**Question.** For a tight-binding s band on a simple cubic lattice in a uniform field along [100], I keep seeing the statement that the eigenstates are Bessel functions of the site index and that the energies form a ladder with spacing $eFa$. How is this derived? Why are only integer multiples of $eFa$ allowed, when the difference equation has solutions at any energy? How large are the states, how does their size relate to the Bloch oscillation, and when is the picture valid?

**Answer.**

## 1. Premises and conventions

1. Independent electrons of charge $-e$ ($e>0$). Spin only doubles each level and is dropped.
2. An infinite simple cubic lattice, $\mathbf R=a(m,p,q)$ with integers $m,p,q$.
3. One isolated band with orthonormal Wannier functions $w(\mathbf r-\mathbf R)$, written $|\mathbf R\rangle$, with $w$ real and even. This choice is open for an isolated s band centred on the sites, given time reversal and inversion.
4. Nearest-neighbour hopping $-t$ with $t>0$ and on-site energy zero, so $\varepsilon(\mathbf k)=-2t(\cos k_xa+\cos k_ya+\cos k_za)$.
5. A static uniform internal field $F\hat{\mathbf x}$, $F>0$. The scalar potential is $-Fx$, so the electron's potential energy is $+eFx$.
6. Matrix elements of $x$ to other bands are dropped.

Section 8 weighs premises 1, 2, 4, 5 and 6.

## 2. Reduction to a chain

First the matrix of $x$ within the band. Let $I(\mathbf R)=\int w(\mathbf r)\,x\,w(\mathbf r-\mathbf R)\,d^3r$. Substituting $\mathbf r\to\mathbf R-\mathbf r$ and using $w(-\mathbf r)=w(\mathbf r)$ gives $I=R_x\langle\mathbf 0|\mathbf R\rangle-I$, so $I=\tfrac12R_x\langle\mathbf 0|\mathbf R\rangle$. This vanishes for $\mathbf R\ne0$ by orthogonality and for $\mathbf R=0$ because $R_x=0$. A shift of origin then yields $\langle\mathbf R|x|\mathbf R'\rangle=R_x\delta_{\mathbf R\mathbf R'}$. The field term is diagonal in the site basis as a consequence of premise 3:

$$H=-t\sum_{\mathbf R,\boldsymbol\delta}|\mathbf R+\boldsymbol\delta\rangle\langle\mathbf R|+eFa\sum_{\mathbf R}m\,|\mathbf R\rangle\langle\mathbf R|,$$

where $\boldsymbol\delta$ runs over the six nearest-neighbour vectors.

Translations along $y$ and $z$ commute with $H$, so take amplitudes $c_m\,e^{ia(k_yp+k_zq)}/\sqrt{N_\perp}$, with $N_\perp$ sites per (100) plane and periodic boundaries within the plane. The four in-plane hops give the constant $\varepsilon_\perp=-2t(\cos k_ya+\cos k_za)$. With total energy $\mathcal E=E+\varepsilon_\perp$,

$$-t(c_{m+1}+c_{m-1})+eFa\,m\,c_m=E\,c_m.\tag{1}$$

Define $z=2t/(eFa)$ and $\epsilon=E/(eFa)$. If $c_m$ solves (1) at energy $E$, then $c_{m-1}$ solves it at $E+eFa$, so the spectrum repeats with period $eFa$. What remains is to find the levels within one period.

## 3. Solution in crystal momentum

An eigenstate must satisfy $\sum_m|c_m|^2<\infty$. Define

$$\varphi(\theta)=\sum_mc_me^{-im\theta},\qquad c_m=\frac1{2\pi}\int_{-\pi}^{\pi}\varphi(\theta)\,e^{im\theta}\,d\theta,\qquad\theta=k_xa.$$

By (1), $mc_m=\epsilon c_m+\tfrac z2(c_{m+1}+c_{m-1})$ is square-summable too. Hence $\sum|c_m|$ converges (Cauchy–Schwarz with $1/m$), $\varphi$ is continuous and $2\pi$-periodic, and $\sum_m mc_me^{-im\theta}=i\varphi'$. Shifting the summation index gives $\sum_m c_{m\pm1}e^{-im\theta}=e^{\pm i\theta}\varphi$. Multiplying (1) by $e^{-im\theta}$, summing and dividing by $eFa$:

$$i\varphi'=(\epsilon+z\cos\theta)\,\varphi\quad\Rightarrow\quad\varphi=\varphi(0)\,e^{-i\epsilon\theta-iz\sin\theta}.\tag{2}$$

The equation is of first order, so each $\epsilon$ has at most one state. Periodicity requires $e^{-2\pi i\epsilon}=1$, so $\epsilon=n$, an integer. Parseval's identity, $\sum|c_m|^2=\frac1{2\pi}\int|\varphi|^2d\theta=|\varphi(0)|^2$, allows $\varphi(0)=1$. Bessel's integral for integer order,

$$J_l(z)=\frac1{2\pi}\int_{-\pi}^{\pi}e^{i(l\theta-z\sin\theta)}\,d\theta,\tag{3}$$

then identifies the amplitudes:

$$E_n=n\,eFa,\qquad c^{(n)}_m=J_{m-n}\!\left(\frac{2t}{eFa}\right),\qquad\mathcal E_n(\mathbf k_\perp)=n\,eFa+\varepsilon_\perp(\mathbf k_\perp).\tag{4}$$

The hopping does not shift the rungs, because $\cos\theta$ averages to zero over the zone. Since $|\varphi|=1$, every eigenstate is spread uniformly over $k_x$.

**The same result in real space.** Integrating the total derivative $\frac{d}{d\theta}e^{i(l\theta-z\sin\theta)}$ over a period gives zero, which by (3) is the recurrence $J_{l-1}+J_{l+1}=(2l/z)J_l$. Inserted in (1) it gives $-eFa(m-n)+eFa\,m=n\,eFa$, confirming (4), sign included. The recurrence holds for any real order and also for the second solution $Y_\nu$, so for arbitrary $\epsilon$ the general solution of (1) is $AJ_{m-\epsilon}(z)+BY_{m-\epsilon}(z)$. The two are independent since $J_{\nu+1}Y_\nu-J_\nu Y_{\nu+1}=2/(\pi z)\neq0$. As $m\to+\infty$, $|Y|$ grows like $\Gamma(m-\epsilon)(2/z)^{m-\epsilon}/\pi$, which forces $B=0$. As $m\to-\infty$, put $\nu=\epsilon-m$. The leading term of the power series and the reflection formula give $J_{-\nu}\simeq(2/z)^{\nu}/\Gamma(1-\nu)=(2/z)^\nu\,\Gamma(\nu)\sin(\pi\nu)/\pi$, which grows factorially unless $\epsilon$ is an integer. In that case $J_{-l}=(-1)^lJ_l$ and both tails decay. Solutions exist at any energy, but only at integer $\epsilon$ are they normalisable.

## 4. Orthonormality and completeness

From (3), $e^{-iz\sin\theta}=\sum_lJ_le^{-il\theta}$ with real $J_l$. Multiply by $e^{i\nu\theta}$ ($\nu$ an integer) and by the complex conjugate series taken at $\theta+\alpha$, and average over $\theta$. Only terms with $l=k+\nu$ survive:

$$\sum_kJ_{k+\nu}(z)J_k(z)e^{ik\alpha}=\frac1{2\pi}\int_{-\pi}^{\pi}e^{i\nu\theta+iz[\sin(\theta+\alpha)-\sin\theta]}\,d\theta.$$

The bracket equals $2\sin\frac\alpha2\cos(\theta+\frac\alpha2)$. With $\theta'=\theta+\frac\alpha2-\frac\pi2$ the cosine becomes $-\sin\theta'$, the integrand is still periodic, and (3) gives

$$\sum_kJ_{k+\nu}(z)J_k(z)e^{ik\alpha}=J_\nu\!\left(2z\sin\tfrac\alpha2\right)e^{i\nu(\pi-\alpha)/2}.\tag{5}$$

This is Graf's addition theorem for two equal arguments. At $\alpha=0$ the right side is $J_\nu(0)=\delta_{\nu0}$. Taking $k=m-n'$, $\nu=n'-n$ gives orthonormality, and taking $k=m'-n$, $\nu=m-m'$ gives completeness:

$$\sum_mJ_{m-n}J_{m-n'}=\delta_{nn'},\qquad\sum_nJ_{m-n}J_{m'-n}=\delta_{mm'}.\tag{6}$$

Equation (4) is therefore the whole spectrum of the chain, with one state per plane for each $\mathbf k_\perp$.

## 5. Size of a state

Let $l=m-n$ and $\chi=e^{-iz\sin\theta}$. Multiplication by $l$ acts as $i\,d/d\theta$ on $\chi$:

$$i\chi'=z\cos\theta\,\chi,\qquad(i\,d/d\theta)^2\chi=(z^2\cos^2\theta-iz\sin\theta)\,\chi.$$

Parseval's identity with $|\chi|=1$ turns moments into zone averages. Odd moments vanish since $J_{-l}^2=J_l^2$, so state $n$ is centred at $x=na$. The squared moduli of the two expressions, with the averages $\tfrac12$ for $\cos^2\theta$ and $\sin^2\theta$ and $\tfrac38$ for $\cos^4\theta$, give

$$\sum_ll^2J_l^2=\frac{z^2}2,\qquad\sum_ll^4J_l^2=\frac{3z^4}8+\frac{z^2}2.\tag{7}$$

The rms extent is

$$\Delta x=\frac{az}{\sqrt2}=\frac{\sqrt2\,t}{eF},\tag{8}$$

exact within the model for every field and independent of $a$, $n$ and $\mathbf k_\perp$.

Equation (8) describes the distribution over planes. The variance of the electron coordinate has one more term. With $P$ the band projector and $Q=1-P$, $\langle(x-na)^2\rangle=\Delta x^2+\langle xQx\rangle$. Because $QP=0$, the matrix of $xQx$ between planes is unchanged by $x\to x+a$ and depends only on the plane separation $j$. Calling it $G_j(\mathbf k_\perp)$, its mean is $\sum_jG_j\sum_mc_mc_{m+j}=G_0$ by (6). This term is independent of the field, and its average over $\mathbf k_\perp$ is the Wannier spread $\int w^2x^2d^3r$. It dominates when $z\to0$.

## 6. Classical range and tails

Semiclassically $\hbar\,dk_x/ds=-eF$ ($s$ is time), so $\theta$ sweeps the zone uniformly at the Bloch frequency $\omega_B=eFa/\hbar$. Energy conservation, $-2t\cos\theta+eFx=n\,eFa$, gives

$$x-na=\frac{2t}{eF}\cos\theta,\qquad|x-na|\le\frac{2t}{eF}=za.\tag{9}$$

The full swing $4t/eF$ is the band width along $k_x$ divided by $eF$. The three-dimensional width $12t$ does not enter, since $\mathbf k_\perp$ is conserved. Uniform $\theta$ with $l=z\cos\theta$ gives the density $1/(\pi\sqrt{z^2-l^2})$, whose second and fourth moments are $z^2/2$ and $3z^4/8$. By (7) the classical variance is exact, and the fourth moment has a relative quantum excess $4/(3z^2)$.

For $z\gg1$ the integral (3) shows three regions.

*Inside.* The phase $\Phi=l\theta-z\sin\theta$ is stationary where $\cos\theta_0=l/z$, which is the orbit (9), with $\Phi''=\pm\sqrt{z^2-l^2}$ at $\pm\theta_0$. Each point contributes $(2\pi|\Phi''|)^{-1/2}e^{i\Phi\pm i\pi/4}$, and the two add to

$$J_l(z)\simeq\sqrt{\frac{2}{\pi\sqrt{z^2-l^2}}}\;\cos\!\left(\sqrt{z^2-l^2}-l\arccos\frac lz-\frac\pi4\right).$$

Replacing $\cos^2$ by $\tfrac12$ returns the classical density.

*Near the edge $l\approx z$.* The two points merge at $\theta=0$, where $\Phi\simeq(l-z)\theta+z\theta^3/6$. With $u=(z/2)^{1/3}\theta$ and $\mathrm{Ai}(y)=\frac1{2\pi}\int_{-\infty}^{\infty} e^{i(yu+u^3/3)}du$,

$$J_l(z)\simeq(2/z)^{1/3}\,\mathrm{Ai}\!\left[(2/z)^{1/3}(l-z)\right].\tag{10}$$

The edge width is $\ell=a(z/2)^{1/3}=[\hbar^2/(2m^*eF)]^{1/3}$, where $m^*=\hbar^2/(2ta^2)$ is the mass at the band bottom. This is the effective-mass Airy state. The other edge, $l\approx-z$, is its mirror image at the band top. Airy's equation $\mathrm{Ai}''=y\,\mathrm{Ai}$ makes $\mathrm{Ai}^2$ the derivative of $y\,\mathrm{Ai}^2-\mathrm{Ai}'^2$, so $\int_0^\infty\mathrm{Ai}^2dy=\mathrm{Ai}'(0)^2$. Replacing the sum over planes by an integral, the weight beyond both turning points is about $2\,\mathrm{Ai}'(0)^2(2/z)^{1/3}=0.134\,(2/z)^{1/3}$.

*Far outside.* The standard bound $|J_l(z)|\le(z/2)^{|l|}/|l|!$ shows decay faster than any exponential.

For $z\ll1$ the classical range is below one spacing and loses its meaning. The state is plane $n$ with amplitudes $\pm z/2$ on planes $n\pm1$, as first-order perturbation theory in $t/eFa$ gives, and (8) still holds.

A single eigenstate has no mean velocity along $x$, and Bloch oscillations arise in superpositions. An electron started on plane 0 has amplitude $\sum_nJ_{m-n}J_{-n}e^{-in\omega_Bs}$ on plane $m$, apart from the phase due to $\varepsilon_\perp$. By (5) with $k=-n$ and $\alpha=\omega_Bs$, its modulus is $|J_m(2z\sin\frac{\omega_Bs}2)|$. The packet breathes out to $\pm4t/eF$, twice the range (9), and returns after $T_B=h/(eFa)$.

## 7. Spectrum of the cubic crystal

Each rung carries a square-lattice band of width $8t$. The local density of states per site on plane $m$ is

$$\rho_m(\mathcal E)=\sum_nJ^2_{m-n}(z)\,g(\mathcal E-n\,eFa),\qquad g(\varepsilon)=\frac{K\!\left(1-\varepsilon^2/16t^2\right)}{2\pi^2t}\quad(|\varepsilon|<4t),$$

with $g=0$ outside and $K(\mu)=\int_0^{\pi/2}(1-\mu\sin^2\phi)^{-1/2}d\phi$, the standard square-lattice result. Its second moment about $m\,eFa$ is $(eFa)^2z^2/2+4t^2=6t^2$, as it must be, since $\langle\mathbf R|(H-m\,eFa)^2|\mathbf R\rangle$ counts six neighbours at any field. The ladder is discrete only at fixed $\mathbf k_\perp$. Gaps in the total spectrum need $eFa>8t$, or $z<1/4$. Otherwise the ladder appears only as steps and logarithmic peaks of $g$, repeated every $eFa$.

## 8. Range of validity

**Other bands.** Interband elements of $x$ turn the levels into resonances. The exact Hamiltonian changes by $eFa$ under a lattice translation along $x$, so the spacing survives and all rungs at one $\mathbf k_\perp$ share one shift and one width. For the width, take a two-band model $\varepsilon=\pm\sqrt{(E_g/2)^2+(\hbar vk)^2}$ near the smallest direct gap $E_g$ on the $k_x$ line. Inside the tilted gap $k=i\kappa$ with $\hbar v\kappa=\sqrt{(E_g/2)^2-(eFx)^2}$, and the escape probability per period is

$$P_Z\simeq e^{-2\int\kappa\,dx}=\exp\!\left(-\frac{\pi E_g^2}{4\hbar v\,eF}\right).\tag{11}$$

The single-band states need $P_Z\ll1$. A band that touches others on that line fails outright.

**Scattering.** Phonons, defects and other electrons mix $n$ and $\mathbf k_\perp$. Resolved rungs need $\hbar/\tau<eFa$, that is $\omega_B\tau>1$, with $\tau$ the coherence time. Together with (11) this leaves a window of fields, which may be empty.

**Sample size and uniformity.** State $n$ must lie farther than $2t/eF$ plus several $\ell$ from any boundary. With a wall at $c_0=0$ and planes $m\ge1$, the decaying solution $J_{m-\epsilon}$ must obey $J_{-\epsilon}(z)=0$, whose roots approach integers only for $\epsilon$ well above $z$. As $F\to0$ the states outgrow any sample. The field must be uniform over $4t/eF$, and $F$ is the screened internal field, so a metal offers no such region.

**Longer hops.** For any dispersion, (2) becomes $i\,eFa\,\varphi'=[\mathcal E-\varepsilon(\theta,\mathbf k_\perp)]\varphi$, and periodicity gives $\mathcal E_n=n\,eFa+\bar\varepsilon(\mathbf k_\perp)$, the bar denoting the average over $\theta$. The ladder is general and the Bessel form is not. A hop $-t'$ along $\langle110\rangle$ keeps it, with $t\to t+2t'(\cos k_ya+\cos k_za)$ in $z$. A hop $-t_2$ along [200] multiplies $\varphi$ by $e^{-i(t_2/eFa)\sin2\theta}$. Then $\Delta x^2=2(t^2+t_2^2)/(eF)^2$, and for $0<t_2<t/4$ the range runs from $-2(t-t_2)/eF$ to $+2(t+t_2)/eF$. These change little when $t_2\ll t$, but the individual amplitudes remain $J_{m-n}(z)$ only if $t_2\ll eFa$, a stricter condition at weak fields.

## 9. Numerical illustration

Take a simple cubic s band with $a=0.40$ nm (a typical cell edge of a cubic perovskite oxide), an illustrative $t=0.50$ eV, and $F=1.0\times10^8$ V/m along [100]. All results are the model's.

The rung spacing is $eFa=40$ meV, so $z=25$, $\omega_B/2\pi=9.67$ THz and $T_B=103$ fs. The band-bottom mass is $0.48\,m_e$. The rms extent is $7.1$ nm ($17.7$ spacings), the classical range is $\pm10$ nm, and the edge width is $\ell=0.93$ nm. A Wannier spread as large as $a^2$ would add only $0.3\,\%$ to the variance.

| $\lvert l\rvert$ | 0 | 23 | 25 | 30 |
|---|---|---|---|---|
| $J_l^2(25)$ | 0.0093 | 0.053 | 0.023 | 0.00014 |

The weight peaks at $|l|=23$, just inside the turning points, where the classical electron is slow. Near the centre it oscillates about the classical density $1/(25\pi)=0.0127$. Planes with $|l|\ge26$ hold $0.036$ of the weight. Adding half the weight of the planes $|l|=25$ gives $0.060$, against $0.058$ from the Airy estimate. The quantum excess of the fourth moment is $0.0021$.

The neglected terms are sized as follows. With an illustrative $E_g=1.0$ eV and $\hbar v=2ta=0.40$ eV nm, the exponent in (11) is $19.6$ and $P_Z$ is of order $3\times10^{-9}$, so tunnelling is harmless. An illustrative $t_2=0.05$ eV raises $\Delta x$ by $0.5\,\%$ and moves the range to $-9$ nm and $+11$ nm, but its phase amplitude $t_2/eFa=1.25$ rad reshuffles the table entries. About $8t/eFa=100$ transverse bands overlap at each energy, and gaps would need $F>1.0\times10^{10}$ V/m. Scattering is decisive. With $\tau\approx10$ fs, a typical room-temperature order for a bulk crystal, $\hbar/\tau=66$ meV exceeds the spacing and $\omega_B\tau=0.61$, so the rungs are not resolved.

Equation (1) also describes the lowest miniband of a GaAs/AlGaAs superlattice, with $a$ the period and free in-plane motion in place of $\varepsilon_\perp$. Typical inputs are a period of $10$ nm, a miniband width $4t=20$ meV ($t=5$ meV) and $F=1.0\times10^6$ V/m. The model gives a spacing of $10$ meV, $z=1$, $2.42$ THz and $T_B=414$ fs. The ratio $t/eF$ equals that of the cubic case, so again $\Delta x=7.1$ nm and the range is $\pm10$ nm, now a single period. The weights are $0.586$ on the central well, $0.194$ on each neighbour and $0.013$ on each second neighbour, and the quantum excess of the fourth moment is $1.33$. An intra-well rms spread of roughly $2$ nm raises the model's rms of the electron coordinate to $7.3$ nm. With $\tau\approx1$ ps, typical at low temperature, $\omega_B\tau=15$ and the ladder is resolved. In interband optics the electron–hole attraction, typically about $5$ meV, is half the spacing and makes the spacing of the central lines uneven, so (4) describes such spectra only to that accuracy.